Dear colleague,

The enhancement of the spin susceptibility of platinum also slows my self-consistent-field (SCF) runs. Here is why, as a problem.

**Statement.** Take paramagnetic fcc Pt with the typical lattice constant $a=3.92\times10^{-10}$ m. Let the density of states per atom and per spin be $N(E_F)=6.9\times10^{18}$ J$^{-1}$ (1.1 eV$^{-1}$). Let $I=1.09\times10^{-19}$ J (0.68 eV), defined so that a moment $m=n_\uparrow-n_\downarrow$ per atom splits the bands by $Im$. I chose these approximate inputs to give a Stoner factor near 4, so what follows is the model's. The cell is $L=10a$ long. Mixing is linear, $n\to n+\alpha(n^{\rm out}-n)$, and a small deviation must shrink by ${\rm tol}=10^{-6}$. Find the Jacobian eigenvalues, stability limits and step counts.

**Decoupling.** With densities counted per atom, each spin responds as $\delta n_\sigma^{\rm out}=-\chi_0\,\delta v_\sigma$, with the same $\chi_0>0$ for both spins, and
$$\delta v_\sigma=v_c\,\delta\rho+\sum_{\sigma'}f_{\sigma\sigma'}\,\delta n_{\sigma'},\qquad \rho=n_\uparrow+n_\downarrow .$$
Here $v_c=e^2/(\varepsilon_0\Omega q^2)$, $\Omega$ is the atomic volume, and the exchange-correlation kernel obeys $f_{\uparrow\uparrow}=f_{\downarrow\downarrow}$. The sum and difference of the two spin equations make $J=1-\partial n^{\rm out}/\partial n$ block diagonal:
$$\lambda_\rho=1+\chi_0(2v_c+f_{\uparrow\uparrow}+f_{\uparrow\downarrow}),\qquad \lambda_m=1-I\chi_0,\qquad I=f_{\uparrow\downarrow}-f_{\uparrow\uparrow}.$$
Both spins feel the same Coulomb potential, so it cancels in $m$. Spin-orbit coupling spoils this spin labelling but not the decoupling, because $\rho$ is even and $m$ odd under time reversal. Treating $I$ and $\chi_0(q)$ as numbers is the Stoner approximation. A uniform $m$ leaves $E_F$ unchanged to first order, so $\chi_0(0)=N(E_F)$. I assume that $\chi_0$ peaks there.

**Magnetisation channel.**
$$IN(E_F)=(1.09\times10^{-19}\,{\rm J})(6.9\times10^{18}\,{\rm J^{-1}})=0.752,$$
so $\lambda_m(0)=0.248=1/S$ and $S=4.0$. Each step multiplies a mode by $1-\alpha_m\lambda_m$, which is stable for $0<\alpha_m\lambda_m<2$. For $0<I\chi_0<1$ all $\lambda_m$ lie in $(0,1)$, so $\alpha_m<2$ suffices. The limit is sharp, since $\chi_0\to0$ and $\lambda_m\to1$ at large $q$. The worst factor is $r=\max(|1-\alpha_m/S|,|1-\alpha_m|)$, and the count is $n=\ln({\rm tol})/\ln r$, rounded up. For $\alpha_m\ll S$, while the uniform mode is slowest, $n\approx S\ln(1/{\rm tol})/\alpha_m$, with $\ln(1/{\rm tol})=13.8$. This estimate is high by a fraction $\alpha_m/2S$ to leading order. Balancing the two ends of the spectrum gives the best choice, $\alpha_m^*=2S/(S+1)=1.60$ with $r=(S-1)/(S+1)$.

| $\alpha_m$ | $r$ | $n$ | estimate |
|---|---|---|---|
| 0.5 | 0.876 | 105 | 111 |
| 1 | 0.752 | 49 | 56 |
| 1.60 | 0.603 | 28 | 35 |

**Charge channel.** Set $\chi_0\approx N(E_F)$ at small $q$ and drop $f$. Then $\lambda_\rho=1+k^2/q^2$. With $\Omega=a^3/4=1.51\times10^{-29}$ m$^3$,
$$k^2=\frac{2N(E_F)e^2}{\varepsilon_0\Omega}=2.66\times10^{21}\ {\rm m^{-2}}.$$
The longest wave in $L=3.92\times10^{-9}$ m has $q=2\pi/L=1.60\times10^{9}$ m$^{-1}$, so $\lambda_\rho=1.0\times10^{3}$ and $\alpha_\rho<2/\lambda_\rho=1.9\times10^{-3}$. The dropped term, if comparable with $IN(E_F)$, is of order one and negligible at this $q$. One shared parameter of $1.5\times10^{-3}$ would cost the uniform moment $3.7\times10^{4}$ steps. Hence I mix the channels separately. The Kerker factor $q^2/(q^2+k^2)$ on $\rho$ turns this model's $\lambda_\rho$ into 1. On $m$ it would vanish at $q=0$ and freeze the slowest mode.

**Caveats.** The $S$ that counts is that of the density functional in use, not that of your sample. It is sensitive: $d\ln S/d\ln(IN)=S-1=3.0$, so 5 % in $IN(E_F)$ moves $S$ by about 15 %. As $IN(E_F)\to1$ the count diverges. Beyond that $\lambda_m(0)<0$, and any positive $\alpha_m$ drives the run away from the paramagnetic state.

With best regards,
your colleague in theory